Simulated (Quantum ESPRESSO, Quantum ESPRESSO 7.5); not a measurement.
# The d levels of silver at X: PBE with spin-orbit coupling places them about 1 eV too shallow

## Background

The reference is angle-resolved photoemission in normal emission from a sputtered and annealed Ag(110) single crystal at room temperature: "Natural linewidth analysis of d-band photoemission from Ag(110)" (2000, arXiv:cond-mat/0010057). Four energies at X are used, all counted from the Fermi level. The three upper d levels were taken with 15.3 eV photons and lie at −4.31, −4.07 and −3.76 eV. The lowest feature, at −7.43 eV, was taken with 19.0 eV photons and contains two d levels that were not resolved, so it is a centroid rather than a single level. What is observed in each case is the energy of a photohole, including its relaxation, and not a ground-state eigenvalue.

| compared with | measured | source's wording or label | T (K) | method |
| --- | --- | --- | --- | --- |
| X, lowest (eV) | −7.43 | lowest d-bands at X (X6+, X7+ unresolved), relative to Fermi level | room temperature | angle-resolved photoemission, normal emission, 19.0 eV photons |
| X, third d (eV) | −4.31 | d-band 3 at X (X7+), relative to Fermi level | room temperature | angle-resolved photoemission, normal emission, 15.3 eV photons |
| X, fourth d (eV) | −4.07 | d-band 4 at X (X6+), relative to Fermi level | room temperature | angle-resolved photoemission, normal emission, 15.3 eV photons |
| X, top d (eV) | −3.76 | uppermost d-band 5 at X (X7+), relative to Fermi level, from the spectrum of Fig. 1 | room temperature | angle-resolved photoemission, normal emission, 15.3 eV photons |

Conditions are those given with the value in the passage it was taken from; "not stated" means there, and the paper may say more elsewhere. The values are a selection: others may have been left out beforehand as unlike or outlying.

## Strategy

I want the positions of the d levels at X and, separately, their spacings. The model is the static bulk crystal with one atom in the primitive cell, at the measured lattice constant, without a surface.

Success means the three upper levels within 0.15 eV and the lowest within 0.3 eV. The limit for the upper levels is about half the measured distance of 0.31 eV between the top two levels, so a level that meets it can still be told from its neighbour. The lowest feature gets twice that because it is an unresolved, lifetime-broadened pair. Thermal motion at room temperature should shift the levels by a few hundredths of an eV at most, beyond what the measured cell already contains.

Spin-orbit coupling goes in from the start. A scalar-relativistic run is cheaper but leaves the top two levels degenerate, and so cannot address two of the four energies. I expect PBE to place the whole d complex too shallow, since semilocal functionals underbind localised d states; the spacings should fare better. The PBE result then gets a tighter basis and mesh, and a neighbouring functional beside it for scale.

System: Ag (Silver); space group Fm-3m, 1 atom, measured (COD) cell.

## 1. PBE with spin-orbit coupling

I start with fully relativistic PBE at the measured cell. Keeping the measured lattice constant separates the error in the levels from any error in the functional's own volume, which would change the d-band width.

**Run 1.** Quantum ESPRESSO 7.5: PBE with spin-orbit coupling, measured cell; files dojo-fr-pbe-0.4-standard (mesh 18x18x18, cutoff 1115.7 eV, 1 atoms).

Key lines of the input:
```
&control
  calculation = 'scf'
/
&system
  ibrav = 0
  nat = 1
  ntyp = 1
  ecutwfc = 82.0
  ecutrho = 328.0
  occupations = 'smearing'
  nbnd = 25
  smearing = 'fd'
  degauss = 0.00367
  noncolin = .true.
  lspinorb = .true.
/
&electrons
  conv_thr = 1e-09
  mixing_beta = 0.5
/
ATOMIC_SPECIES
Ag 107.8682 Ag.upf
CELL_PARAMETERS angstrom
 0.000000000 2.042750000 2.042750000
 2.042750000 0.000000000 2.042750000
 2.042750000 2.042750000 0.000000000
ATOMIC_POSITIONS crystal
Ag 0.000000000 0.000000000 0.000000000
K_POINTS automatic
18 18 18 0 0 0
```

Command:
```
OMP_NUM_THREADS=1 mpirun -n 4 pw.x -nk 4 -in scf.in > scf.out
OMP_NUM_THREADS=1 mpirun -n 4 pw.x -nk 4 -in bands.in > bands.out
```

Selected lines of the output:
```
the Fermi energy is    17.4323 ev
[levels up to the band that the electron count fills, then the next ones, eV from the Fermi level]
GAMMA -4.946 -4.553 -4.553 -3.666 -3.666 -3.666 | -3.666 16.207
X -3.021 -2.841 -2.841 -2.513 -2.513 1.600 | 1.600 6.770
```

Converged; 45 s on 4 cores of Arm Neoverse V1, shared host.

| quantity | run 1 | measured | deviation |
| --- | --- | --- | --- |
| X, lowest (eV) | −6.436 | −7.43 | +0.994 |
| X, third d (eV) | −3.021 | −4.31 | +1.289 |
| X, fourth d (eV) | −2.841 | −4.07 | +1.229 |
| X, top d (eV) | −2.513 | −3.76 | +1.247 |
| volume an atom (Å³) | 17.05 |  |  |

All four levels lie far too shallow, by 0.99 to 1.29 eV, so every target is missed by several times its width. The direction is the one I expected; the spacings show what kind of error it is. The top two levels are 0.328 eV apart against 0.31 eV measured, and the third lies 0.180 eV below the fourth against 0.24 eV. The upper group is therefore displaced almost as a block, with its spin-orbit pattern largely intact.

The lowest level is displaced less, which leaves the span from lowest to top at 3.923 eV against 3.67 eV measured. The computed entry is the lower member of the pair that the experiment left unresolved. A computed centroid could only lie at the same energy or higher, so a like-for-like comparison would not reduce that miss.

## 2. Basis, mesh and potential

Before blaming the functional I test the numerics in two ways. One run repeats the calculation with a higher cutoff and a denser mesh. The other uses a different family of potentials with PBE; it has no spin-orbit coupling, so I shall compare its upper d levels with the average of the split ones and not level by level. I expect shifts of hundredths of an eV from the first and perhaps a tenth from the second, neither near the size of the miss.

**Run 2.** Quantum ESPRESSO 7.5: PBE with spin-orbit coupling, measured cell, cutoff at 130 % of the usual; files dojo-fr-pbe-0.4-standard (mesh 26x26x26, cutoff 1455.8 eV, 1 atoms).

Key lines of the input, as changed from run 1:
```diff
  &system
-   ecutwfc = 82.0
-   ecutrho = 328.0
+   ecutwfc = 107.0
+   ecutrho = 426.0
- 18 18 18 0 0 0
+ 26 26 26 0 0 0
```

Selected lines of the output:
```
the Fermi energy is    17.5161 ev
[levels up to the band that the electron count fills, then the next ones, eV from the Fermi level]
X -3.107 -2.927 -2.927 -2.599 -2.599 1.516 | 1.516 6.685
```

Converged; 3.9 min on 4 cores of Intel Xeon Platinum 8259CL at 2.50GHz (Skylake/Cascade Lake), shared host.

**Run 3.** Quantum ESPRESSO 7.5: PBE without spin-orbit coupling, measured cell; files gbrv-pbe-1.5 (mesh 18x18x18, cutoff 544.2 eV, 1 atoms).

Key lines of the input, as changed from run 1:
```diff
  &system
-   ecutwfc = 82.0
-   ecutrho = 328.0
+   ecutwfc = 40.0
+   ecutrho = 200.0
-   nbnd = 25
+   nbnd = 15
-   noncolin = .true.
-   lspinorb = .true.
- Ag 107.8682 Ag.upf
+ Ag 107.8682 ag_pbe_v1.4.uspp.F.UPF
```

Selected lines of the output:
```
[levels up to the band that the electron count fills, then the next ones, eV from the Fermi level]
X -2.958 -2.716 -2.716 1.624 | 6.769
```

Converged; 7.6 s on 4 cores of Arm Neoverse V1, shared host.

| quantity | run 2 | run 3 | measured |
| --- | --- | --- | --- |
| X, lowest (eV) | −6.521 | −6.413 | −7.43 |
| X, third d (eV) | −3.107 | −2.958 | −4.31 |
| X, fourth d (eV) | −2.927 | −2.716 | −4.07 |
| X, top d (eV) | −2.599 | −2.716 | −3.76 |
| volume an atom (Å³) | 17.05 | 17.05 |  |

The tighter run moves all four levels down by 0.085 to 0.086 eV and leaves their spacings alone. The Fermi energy rises by 0.084 eV between the same two runs, so nearly all of the shift is in the zero of the scale and hardly any in the d levels. I suspect the sampling of the Fermi surface with a narrow smearing, but cutoff and mesh changed together. The shift is more than half the tolerance on the upper levels, yet it removes little of the miss: deviations of about 0.9 to 1.2 eV remain.

The other potentials agree well. The three upper levels average about −2.8 eV both without spin-orbit coupling and with it, on the same mesh, and the two averages agree within a hundredth of an eV. The average is the fair comparison, because the coupling also mixes the third level with the top one. Without it the top pair is degenerate, as symmetry requires. A faulty potential is thus an unlikely source of an error of about 1 eV.

## 3. Fermi level and a neighbouring functional

A broader smearing at the original mesh and cutoff tests the suspicion about the Fermi level: if sampling is to blame, the levels should move towards those of the denser mesh. Beside it I set PBEsol at the same cell, mesh and cutoff as the first PBE run. I expect it to stay within about a tenth of an eV of PBE, since it is built from the same semilocal ingredients.

**Run 4.** Quantum ESPRESSO 7.5: PBE with spin-orbit coupling, Fermi-Dirac width 0.2 eV; files dojo-fr-pbe-0.4-standard (mesh 18x18x18, cutoff 1115.7 eV, 1 atoms).

Key lines of the input, as changed from run 1:
```diff
  &system
-   degauss = 0.00367
+   degauss = 0.0147
```

Selected lines of the output:
```
the Fermi energy is    17.4803 ev
[levels up to the band that the electron count fills, then the next ones, eV from the Fermi level]
X -3.072 -2.892 -2.892 -2.564 -2.564 1.552 | 1.552 6.721
```

Converged; 36 s on 4 cores of AMD EPYC 9B14 (Zen 4), shared host.

**Run 5.** Quantum ESPRESSO 7.5: PBEsol with spin-orbit coupling, measured cell; files dojo-fr-pbesol-0.4-standard (mesh 18x18x18, cutoff 1115.7 eV, 1 atoms).

Key lines of the input, as changed from run 4:
```diff
  &system
-   degauss = 0.0147
+   degauss = 0.00367
```

Selected lines of the output:
```
[levels up to the band that the electron count fills, then the next ones, eV from the Fermi level]
X -2.943 -2.765 -2.765 -2.435 -2.435 1.559 | 1.559 6.767
```

Converged; 35 s on 4 cores of Arm Neoverse V1, shared host.

| quantity | run 4 | run 5 | measured |
| --- | --- | --- | --- |
| X, lowest (eV) | −6.485 | −6.395 | −7.43 |
| X, third d (eV) | −3.072 | −2.943 | −4.31 |
| X, fourth d (eV) | −2.892 | −2.765 | −4.07 |
| X, top d (eV) | −2.564 | −2.435 | −3.76 |
| volume an atom (Å³) | 17.05 | 17.05 |  |

With the broader smearing all four levels move down by 0.049 to 0.051 eV, while the Fermi energy rises by 0.048 eV. That is the direction of the denser mesh and more than half of its shift. It supports sampling of the Fermi surface as the cause, though a broader smearing can also move the Fermi energy by itself.

PBEsol puts the levels 0.041 to 0.078 eV higher than PBE at the same mesh, cutoff and smearing, so it is slightly further from experiment. The top pair is split by 0.330 eV, against 0.328 eV in PBE. Going from PBE to PBEsol at fixed cell thus does nothing for a miss of this size.

## 4. Separating cutoff from mesh

The tighter run changed cutoff and mesh together. I now lower the cutoff alone, with the original mesh and smearing. If the basis has little part in the shift, the levels should stay within about a hundredth of an eV of the first run. The tighter calculation remains the one I judge by.

**Run 6.** Quantum ESPRESSO 7.5: PBE with spin-orbit coupling, cutoff at 80 % of the usual; files dojo-fr-pbe-0.4-standard (mesh 18x18x18, cutoff 898 eV, 1 atoms).

Key lines of the input, as changed from run 1:
```diff
  &system
-   ecutwfc = 82.0
-   ecutrho = 328.0
+   ecutwfc = 66.0
+   ecutrho = 262.0
```

Selected lines of the output:
```
the Fermi energy is    17.4332 ev
[levels up to the band that the electron count fills, then the next ones, eV from the Fermi level]
GAMMA -4.946 -4.554 -4.554 -3.666 -3.666 -3.666 | -3.666 16.207
X -3.023 -2.843 -2.843 -2.515 -2.515 1.598 | 1.598 6.775
```

Converged; 25 s on 4 cores of AMD EPYC 9B14 (Zen 4), shared host.

| quantity | run 6 | measured | deviation |
| --- | --- | --- | --- |
| X, lowest (eV) | −6.435 | −7.43 | +0.995 |
| X, third d (eV) | −3.023 | −4.31 | +1.287 |
| X, fourth d (eV) | −2.843 | −4.07 | +1.227 |
| X, top d (eV) | −2.515 | −3.76 | +1.245 |
| volume an atom (Å³) | 17.05 |  |  |

Lowering the cutoff alone moves the four levels by at most 0.002 eV and the Fermi energy by 0.001 eV. The shift of about 0.085 eV in the tighter run therefore belongs almost entirely to the denser mesh, through the position of the Fermi level. How much a still denser mesh would add is not shown in this report. The step already seen is small beside the remaining deviations of about 0.9 to 1.2 eV, but it is not small beside the 0.15 eV tolerance.

## Results at a glance

| run | settings | X, lowest (eV) | X, third d (eV) | X, fourth d (eV) | X, top d (eV) | mean abs. dev. of these columns (%) | cost |
| --- | --- | --- | --- | --- | --- | --- | --- |
| 1 | PBE with spin-orbit coupling, measured cell, files dojo-fr-pbe-0.4-standard (mesh 18x18x18, cutoff 1115.7 eV, 1 atoms) | −6.436 | −3.021 | −2.841 | −2.513 | 26.7 | 3 core-min |
| 2 | PBE with spin-orbit coupling, measured cell, cutoff at 130 % of the usual, files dojo-fr-pbe-0.4-standard (mesh 26x26x26, cutoff 1455.8 eV, 1 atoms) | −6.521 | −3.107 | −2.927 | −2.599 | 24.8 | 15 core-min |
| 3 | PBE without spin-orbit coupling, measured cell, files gbrv-pbe-1.5 (mesh 18x18x18, cutoff 544.2 eV, 1 atoms) | −6.413 | −2.958 | −2.716 | −2.716 | 26.5 | under 1 core-min |
| 4 | PBE with spin-orbit coupling, Fermi-Dirac width 0.2 eV, files dojo-fr-pbe-0.4-standard (mesh 18x18x18, cutoff 1115.7 eV, 1 atoms) | −6.485 | −3.072 | −2.892 | −2.564 | 25.5 | 2.4 core-min |
| 5 | PBEsol with spin-orbit coupling, measured cell, files dojo-fr-pbesol-0.4-standard (mesh 18x18x18, cutoff 1115.7 eV, 1 atoms) | −6.395 | −2.943 | −2.765 | −2.435 | 28.2 | 2.3 core-min |
| 6 | PBE with spin-orbit coupling, cutoff at 80 % of the usual, files dojo-fr-pbe-0.4-standard (mesh 18x18x18, cutoff 898 eV, 1 atoms) | −6.435 | −3.023 | −2.843 | −2.515 | 26.6 | 1.7 core-min |
|  | measured | −7.43 | −4.31 | −4.07 | −3.76 |  |  |

Further runs on the same system, made beside this series (convergence steps with loose settings among them):

| further | settings | X, lowest (eV) | X, third d (eV) | X, fourth d (eV) | X, top d (eV) | mean abs. dev. of these columns (%) | cost |
| --- | --- | --- | --- | --- | --- | --- | --- |
| F1 | PBE with spin-orbit coupling, another k-point mesh, files dojo-fr-pbe-0.4-standard (mesh 12x12x12, cutoff 1115.7 eV, 1 atoms) | −6.401 | −2.986 | −2.806 | −2.478 | 27.4 | 86 core-s |
| F2 | PBE with spin-orbit coupling, another k-point mesh, files dojo-fr-pbe-0.4-standard (mesh 10x10x10, cutoff 1115.7 eV, 1 atoms) | −6.423 | −3.007 | −2.827 | −2.499 | 27.0 | 60 core-s |
| F3 | PBE with spin-orbit coupling, cutoff at 65 % of the usual, files dojo-fr-pbe-0.4-standard (mesh 18x18x18, cutoff 721.1 eV, 1 atoms) | −6.432 | −3.016 | −2.842 | −2.518 | 26.7 | 2 core-min |
|  | measured | −7.43 | −4.31 | −4.07 | −3.76 |  |  |

## How well does the simulation do?

PBE with spin-orbit coupling misses all four targets. In the calculation I judge by, with the highest cutoff and densest mesh and a cost of 15 core-minutes, the three upper d levels at X lie about 1.1 to 1.2 eV too shallow and the lowest 0.91 eV.

The spacings fare better. The top pair is split by 0.328 eV against 0.31 eV measured, which the scalar-relativistic run cannot give at all. The gap between the third and fourth levels is too small by 0.06 eV, and the span from lowest to top is too large by 0.25 eV.

The numerics don't explain the miss. Cutoff hardly matters, and other potentials reproduce the average of the upper levels. The mesh matters more than I had assumed: meshes from 10 to 18 divisions scatter by only 0.035 eV, yet 26 divisions lower the levels by about 0.085 eV. The Fermi level is therefore not shown to be converged to hundredths of an eV, and a further dense mesh would have been more useful than the reduced cutoff. PBEsol, slightly shallower still, shows that this neighbouring semilocal functional does not help.

The main cause, argued from theory, is that Kohn-Sham eigenvalues are not photohole energies and that semilocal functionals leave localised d states too high. This has the right sign, and it is well established that quasiparticle corrections deepen these bands. Thermal motion is far too small to matter here, and comparing centroids for the lowest pair would not reduce its miss. I see no ground to doubt the measured levels. A $GW$ calculation would be the natural next step: published ones for silver lower the d bands substantially and bring them much closer to photoemission, though the size of that correction is not shown in this report.

[Logs are printed without paths, hosts, clocks, repeated set-up lines and the standing remarks that a program may print on its own settings, such as how far it seeks lower states.]

[The runs shown are a pick from a larger set of finished runs; failed, doubtful and other runs were left out of it ahead of writing. So were measured values far from every level or from commonly accepted values, and agreement can look better than it is. Lines of input and output are excerpts and may be shortened.]
